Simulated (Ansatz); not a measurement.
**CH7AlSSi: structure from calculated spectroscopic constants**

These gas-phase data were calculated for one isomer of CH7AlSSi at BLYP-D3(BJ)/def2-SVP (harmonic, unscaled wavenumbers; equilibrium rotational constants with average atomic masses):

* rotational constants: 5.16, 1.906, 1.581 GHz
* all wavenumbers above 1500 cm⁻¹: 3054, 3041, 2955, 2173, 2160, 1912, 1887
* dipole moment: 1.53 D (PBE0/def2-TZVPD)

Candidates:

(1) `C[SiH2][S][AlH2]`, a singlet
(2) `[CH3][AlH][S][SiH3]`, a singlet

Problem. Which candidate do the data belong to?

Solution. Candidate (1). 2 modes lie between 2000 and 2380 cm⁻¹, one for each Si–H bond, while (2) has 3.

The same quantities for all candidates:

|  | rotational constants (GHz) | wavenumbers above 1500 cm⁻¹ | dipole (D) | E above the lowest, BLYP-D3(BJ)/def2-SVP (kcal/mol) |
| --- | --- | --- | --- | --- |
| (1) | 5.16, 1.906, 1.581 | 3054, 3041, 2955, 2173, 2160, 1912, 1887 | 1.53 | 0.0 |
| (2) | 9.344, 1.427, 1.267 | 3045, 3014, 2942, 2181, 2169, 2162, 1881 | 1.20 | 0.2 |

Harmonic stretches to hydrogen usually lie a few per cent above observed fundamentals. Each candidate is one conformer. Programs: Ansatz 0.2.0.

The Al–H stretches confirm the assignment independently: candidate (1) has two, at 1912 and 1887 cm⁻¹, whereas (2) has only one. They fall well below the Si–H bands because aluminium is larger and more electropositive than silicon, making its bond to hydrogen longer, more polar and less stiff. The reduced mass hardly matters, since hydrogen dominates it in both cases.

The rotational constants also separate the candidates, but they reflect shape as well as connectivity. Those of (2) fit an extended, nearly planar heavy-atom chain, while those of (1) imply a clearly twisted one, so another rotamer of either could look quite different. The stretch pattern is therefore the more robust evidence of connectivity.

The near-equal energies are chemically reasonable: both isomers keep the Si–S–Al bridge and differ only by exchanging methyl and hydride between silicon and aluminium, which conserves the number of bonds of each broad type. So small a gap does not establish which isomer is more stable.
